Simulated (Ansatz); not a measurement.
# A series in volume scale on La2O3

Free energy against uniform scaling of the volume at fixed shape and fractions; periodic cell, basis, potentials, k mesh and filling as listed. The results are calculated, by Ansatz 0.2.0.

The cell before it is scaled or strained (space group P-3m1, No. 164):
```
CELL_PARAMETERS angstrom
3.93080 0.00000 0.00000
-1.96540 3.40420 0.00000
0.00000 0.00000 6.11200
ATOMIC_POSITIONS crystal
La 0.66667 0.33333 0.75376
La 0.33333 0.66667 0.24624
O 0.66667 0.33333 0.35411
O 0.33333 0.66667 0.64589
O 0.00000 0.00000 0.00000
```

Settings of every row: functional PBE; dispersion none; potentials PAW; wave cutoff 500 eV; density cutoff 2000 eV; k mesh 6x6x4; k shift 0x0x0; occupations fixed; smearing width 0 eV; spin none.

```csv
row,volume scale,V (Å³/atom),energy above lowest point (meV/atom)
1,0.92,15.049,67.8
2,0.9467,15.485,32.7
3,0.9733,15.92,10.8
4,1,16.357,?
5,1.0267,16.794,0
6,1.0533,17.229,8.3
7,1.08,17.666,24.1
```

Question: what energy above lowest point should row 4 give?

Worked fit of energy above lowest point. Take u = (V_r/V)^(2/3) − 1 with V_r = 16.357 Å³ an atom, which is twice the finite (Eulerian) strain; such expansions in the strain, on which the Birch-Murnaghan equation of state is built, carry the rest volume and the bulk modulus. The shown rows have u = 0.05714, 0.0372, 0.01822, -0.01742, -0.03403, -0.05003. Least squares give energy above lowest point = 0.41 + 290.1 × u + 15409 × u² + 2766 × u³ meV/atom; a parabola predicts inner rows, each left out in turn, worse (root mean square 0.15 against 0.056 meV/atom). All shown rows lie on it to the printed digit. Its lowest point lies at u = -0.0094, or V = 16.59 Å³ an atom, and the curvature there gives the bulk modulus at fixed shape and fractions, B = (4/9)(1 + u)² E″(u)/V = 129 GPa. Letting shape and atoms relax would as a rule lower it, by much in layered, chain or molecular crystals. The withheld row has u = 0, so the fit gives 0.41 + 290.1 × (0) + 15409 × (0)² + 2766 × (0)³ = 0.4 meV/atom.

The calculation gave 0.4 meV/atom. The fit meets it to the printed digit.
